**Student:** The lattice part of the Pockels tensor has $\omega_m^2$ in the denominator and no modulation frequency. Yet people drive modulators at 100 GHz. Where did the frequency go?

**Lecturer:** It was set to zero for the optical phonons. Define $r$ by $\Delta(\varepsilon^{-1})_{ij}=r_{ijk}E_k$, with $\varepsilon$ the optical permittivity and $E$ the macroscopic modulating field, in SI units. In principal axes $\Delta(\varepsilon^{-1})_{ij}=-\Delta\varepsilon_{ij}/(n_i^2n_j^2)$. With ions fixed, $P_i=2\varepsilon_0 d^{\rm el}_{ijk}E_jE_k$, and the cross term between light and modulating field gives $\Delta\varepsilon_{ij}=4d^{\rm el}_{ijk}E_k$. This $d^{\rm el}$ equals the second-harmonic coefficient only when optical dispersion is ignored. Now let the ions move at fixed strain. Take $Q_m$ as the mass-weighted amplitude per cell of zone-centre TO mode $m$, the polarity $p_{m,k}$ as dipole per cell per unit $Q_m$, and the Raman susceptibility $\alpha^m_{ij}=\partial\chi_{ij}/\partial Q_m$. Then
$$\ddot Q_m+\gamma_m\dot Q_m+\omega_m^2Q_m=p_{m,k}E_k .$$

**Student:** And the usual derivation strikes out the first two terms.

**Lecturer:** That is the assumption. It gives $Q_m=p_{m,k}E_k/\omega_m^2$, so
$$r^S_{ijk}=-\frac{1}{n_i^2n_j^2}\Big[4d^{\rm el}_{ijk}+\sum_m\frac{\alpha^m_{ij}\,p_{m,k}}{\omega_m^2}\Big],\qquad r^T_{ijk}=r^S_{ijk}+p_{ijlm}d_{klm}.$$
The last term follows from the strain $S_{lm}=d_{klm}E_k$ of a free crystal, with $p_{ijlm}$ the photoelastic tensor at constant field and $d_{klm}$ the piezoelectric one. A free crystal shows $r^T$ far below its acoustic resonances and $r^S$ far above them, provided the TO modes still follow the field without lag.

**Student:** Then put the terms back.

**Lecturer:** With $E\propto e^{-i\Omega t}$, each $\omega_m^2$ becomes $\omega_m^2-\Omega^2-i\gamma_m\Omega$. Call $r_0$ the static $r^S$, and $w_{\rm el}$, $w_m$ the fractions of it from electrons and from mode $m$, which add to one:
$$\frac{r^S(\Omega)}{r_0}=w_{\rm el}+\sum_m\frac{w_m}{1-z_m},\qquad z_m=\frac{\Omega^2+i\gamma_m\Omega}{\omega_m^2}.$$
Expand as $1+z_m+z_m^2+\dots$ and note that $z_m^2=-\gamma_m^2\Omega^2/\omega_m^4+O(\Omega^3)$:
$$\frac{r^S(\Omega)}{r_0}=1+i\Omega\tau+A\,\Omega^2+\dots,\qquad \tau=\sum_m\frac{w_m\gamma_m}{\omega_m^2},\qquad A=\sum_m w_m\frac{\omega_m^2-\gamma_m^2}{\omega_m^4}.$$

**Student:** So the first correction is linear in $\Omega$. I expected inertia to come first, at order $\Omega^2$.

**Lecturer:** Friction comes first, but it is imaginary. Since $(1+i\Omega\tau)e^{-i\Omega t}\approx e^{-i\Omega(t-\tau)}$, the index follows the field with a delay $\tau$. The magnitude changes at second order. From $|r^S/r_0|^2=(1+A\Omega^2)^2+\Omega^2\tau^2+\dots$,
$$\frac{|r^S(\Omega)|}{|r_0|}=1+B\,\Omega^2,\qquad B=A+\tfrac12\tau^2 .$$
The factors $n_i^2n_j^2$ have cancelled, so the refractive indices do not enter these ratios.

**Student:** Numbers, please. PbTiO$_3$, $r_{33}$.

**Lecturer:** In the tetragonal phase, point group $4mm$, a field along $c$ drives only the three A$_1$ modes. I use typical room-temperature TO wavenumbers and an assumed damping of 15 cm$^{-1}$ for each. The contributions to $r_{33}^S$ are assumed as well. I chose them to add up, with 0.5 pm/V from the electrons, to 6.0 pm/V, a typical clamped value for red light. Then $w_{\rm el}=0.08$.

| mode | $\omega_m$ (cm$^{-1}$, typical) | $r_m$ (pm/V, assumed) | $w_m$ | $w_m/\omega_m^2$ ($10^{-5}$ cm$^2$) |
|---|---|---|---|---|
| A$_1$(TO1) | 148 | 3.0 | 0.50 | 2.28 |
| A$_1$(TO2) | 359 | 0.7 | 0.12 | 0.09 |
| A$_1$(TO3) | 647 | 1.8 | 0.30 | 0.07 |

The last column sums to $2.44\times10^{-5}$ cm$^2$, of which TO1 supplies 93 %. Damping lowers this by 0.7 %, to $B=2.43\times10^{-5}$ cm$^2$. With frequencies as wavenumbers $\tau=3.7\times10^{-4}$ cm, and dividing by $2\pi c$ makes it 1.9 fs. For a drive frequency $f$, $\Omega$ as a wavenumber is $f/c$:

| $f$ | $\Omega$ (cm$^{-1}$) | $\Omega\tau$ (mrad) | $B\Omega^2$ (%) | unexpanded gain (%) |
|---|---|---|---|---|
| 100 GHz | 3.34 | 1.2 | 0.027 | 0.027 |
| 1 THz | 33.4 | 12 | 2.7 | 2.8 |
| 2 THz | 66.7 | 24 | 11 | 13 |

**Student:** You made up the weights. Why should I believe 0.027 %?

**Lecturer:** Believe it as the model's number and not as the crystal's. A bound needs less. If all contributions have the same sign, then $\sum_m w_m\le1$, and the Cauchy–Schwarz inequality gives $\tau^2\le\sum_m w_m\gamma_m^2/\omega_m^4$. Damping can then only lower $B$, and $B\le\sum_m w_m/\omega_m^2\le1/\omega_1^2$. At 100 GHz the gain is at most 0.051 %. The bound fails if contributions cancel, because a small $r_0$ makes some $|w_m|$ exceed one. It also leaves out any relaxation below TO1, from domain walls or defects, which three damped oscillators do not contain.

**Student:** At a few parts in $10^4$, other things you dropped must be as large.

**Lecturer:** Three need a size. The first is anharmonicity. Take typical LO wavenumbers of 194, 465 and 795 cm$^{-1}$ and the compiled mean $\varepsilon_\infty=6.25$ (He 2017), used here for the $c$ axis. The Lyddane–Sachs–Teller product $\varepsilon^S_{33}=\varepsilon_\infty\prod_m(\omega_{{\rm LO},m}/\omega_m)^2$ gives 27, of which 21 is ionic. A field of 1 V/µm then induces an ionic $\Delta P$ with $\Delta P/P_s=2.5\times10^{-4}$, for a typical $P_s=0.75$ C/m$^2$. That ratio sets the order of the terms quadratic in $E$, relative to the linear one. It matches the 100 GHz gain in size, but those terms appear at frequencies $0$ and $2\Omega$. At $\Omega$ itself the change is of the order of the square, $6\times10^{-8}$.

**Student:** And $\alpha^m$ and $d^{\rm el}$? The outgoing light is at $\omega\pm\Omega$.

**Lecturer:** That is the second. At 100 GHz $\hbar\Omega=0.41$ meV, and against an assumed detuning of 2 eV between photon and gap the ratio is $2\times10^{-4}$. The term linear in this ratio is odd in $\Omega$. It strengthens one sideband and weakens the other, and cancels in their mean.

**Student:** The third must be the strain. You said it is simply gone above the resonances.

**Lecturer:** It leaves a tail. Take a free, electroded $c$ plate of thickness $L$, with displacement $u(z)$ only, so $D$ is uniform. The stress is $T=c^D_{33}u'-hD$ with $h=e_{33}/(\varepsilon_0\varepsilon^S_{33})$. The wave equation $c^D_{33}u''=-\rho\Omega^2u$ with $T=0$ at $z=\pm L/2$ gives
$$u=\frac{hD}{c^D_{33}}\,\frac{\sin qz}{q\cos x},\qquad q=\frac{\Omega}{v},\quad x=\frac{qL}{2},\quad v=\sqrt{c^D_{33}/\rho}.$$
The mean strain is $\bar S=(hD/c^D_{33})\,g$ with $g=\tan x/x$. The mean field, which the voltage fixes, is $\bar E=D/(\varepsilon_0\varepsilon^S_{33})-h\bar S$. Eliminating $D$, light that samples the thickness evenly sees
$$r_{33}=r^S_{33}+p_{33}\,\frac{e_{33}}{c^D_{33}}\,\frac{g}{1-k_t^2g},\qquad k_t^2=\frac{e_{33}^2}{\varepsilon_0\varepsilon^S_{33}c^D_{33}} .$$
At $x\to0$, $g=1$ and $c^D_{33}(1-k_t^2)=c^E_{33}$, so the strain per field is $e_{33}/c^E_{33}$, the value without lateral strain.

**Student:** But $\tan x$ blows up at every odd multiple of $\pi/2$.

**Lecturer:** Only without loss. Acoustic damping gives $x$ a positive imaginary part, and once that exceeds one, $\tan x\to i$ and $|g|\to1/|x|$. With weaker damping the overtones survive as a ripple about that scale. The compiled lattice constants $a=3.904$ Å and $c=4.152$ Å (Wikipedia, 300 K) give a cell of 63.28 Å$^3$, and a typical formula mass of 303.1 u gives $\rho=7.95$ g/cm$^3$. Assume $c^D_{33}=140$ GPa, $e_{33}=4$ C/m$^2$ and $|p_{33}|=0.1$, the last being an order of magnitude only. Then $v=4.2$ km/s, $k_t^2=0.47$ and $|p_{33}|e_{33}/c^D_{33}=2.9$ pm/V. For $L=1$ µm at 100 GHz, $x=\pi fL/v=75$, the denominator is within one per cent of unity, and the tail is 0.04 pm/V.

**Student:** Against what from the phonons?

**Lecturer:** Against $r_0\Omega\tau=0.007$ pm/V in quadrature and $r_0B\Omega^2=0.002$ pm/V in magnitude. The damped tail is in quadrature too, so at 100 GHz the phase of $r_{33}$ in this plate says more about sound than about A$_1$ damping. A film bonded to a substrate has other boundary conditions and another prefactor. The tail falls as $1/(fL)$ while the gain grows as $f^2$. At 1 THz the model has 0.004 pm/V from the tail and 0.17 pm/V from the gain.

**Student:** So the static $\omega_m^2$ is safe for microwave drive and not for terahertz drive.

**Lecturer:** For the A$_1$ modes in this model, yes. The magnitude of $r^S_{33}$ rises by 0.027 % at 100 GHz, by about 3 % at 1 THz and by 13 % at 2 THz, where the second-order term alone already falls short and the full denominators are needed.